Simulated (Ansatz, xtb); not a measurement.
C3H7BS: which of two isomers lies lower

We compare a, `C=CBSC`, a singlet, with b, `BSC1CC1`, a singlet. Both are isolated molecules in the gas phase, relaxed with PBE-D3(BJ)/def2-SVP, each in the lowest conformer that the search found.

**Question.** Which of the two would you expect CCSD(T)/def2-SVP + ΔMP2/def2-TZVPP electronic energies to favour?

**Answer.** Structure a; the calculation gives E(b) − E(a) = +75.2 kJ/mol.

Level by level:

| level | geometry | E(b) − E(a) (kJ/mol) | departure from the last row (kJ/mol) | job, with rough time for the two |
| --- | --- | --- | --- | --- |
| GFN2-xTB | GFN2-xTB | −44.1 | −119.3 | optimisation, 0.51 s |
| HF/STO-3G | GFN2-xTB | +20.8 | −54.4 | single point, 0.72 s |
| r2SCAN-D4/def2-SVP | GFN2-xTB | +62.9 | −12.4 | single point, 4.4 s |
| PBE-D3(BJ)/def2-SVP | PBE-D3(BJ)/def2-SVP | +60.3 | −14.9 | optimisation, 35 s |
| HF/def2-SVP | PBE-D3(BJ)/def2-SVP | +84.3 | +9.1 | part of the CCSD(T) run |
| MP2/def2-SVP | PBE-D3(BJ)/def2-SVP | +55.3 | −19.9 | part of the CCSD(T) run |
| CCSD(T)/def2-SVP | PBE-D3(BJ)/def2-SVP | +66.3 | −8.9 | single point |
| CCSD(T)/def2-SVP + ΔMP2/def2-TZVPP | PBE-D3(BJ)/def2-SVP | +75.2 |  | single point, 50 s |

As drawn, b has 3 C–C, 1 B–H in place of 1 C=C, 1 C–B, 1 C–H. Structure a has no ring, b a 3-membered ring.

GFN2-xTB puts the two in the other order. The largest departure from CCSD(T)/def2-SVP + ΔMP2/def2-TZVPP is that of GFN2-xTB, 119.3 kJ/mol. The last row adds to CCSD(T) the change of the MP2 difference between the two basis sets, here +8.9 kJ/mol.

With harmonic frequencies from PBE-D3(BJ)/def2-SVP (ideal gas, rigid rotor, one conformer each, 298.15 K, 1 atm): the zero-point term adds −0.5 kJ/mol; ΔH is +72.1 and ΔG +78.7 kJ/mol.

The correlated steps freeze 9 core orbitals. Programs: Ansatz 0.2.0, xtb 6.7.1; the last row on 2 threads of Intel(R) Xeon(R) Processor @ 2.70GHz on a shared host.

The vinylborane a lies well below the cyclopropyl isomer b, and every level except GFN2-xTB agrees on the order. Closing the ring turns a π bond into σ bonding, which would normally pay, but the angle strain and eclipsed C–H bonds of cyclopropane consume that gain. Isomer a probably also benefits from delocalisation of the vinyl π electrons into the empty boron p orbital, whereas sulfur lone-pair donation to boron is available in both and should largely cancel.

The reversed sign from GFN2-xTB comes from its energy model rather than its structures, since r2SCAN-D4 on the same geometries gives +62.9 kJ/mol; an imbalance in its treatment of boron bonding or of the small ring is a likely cause. In the def2-SVP basis, correlation favours the compact ring, and MP2 overstates this relative to CCSD(T). Entropy adds slightly to the preference for a, as expected for an open chain with softer torsions. The ordering says nothing about the barrier to interconversion or about association through the electron-deficient boron centres.
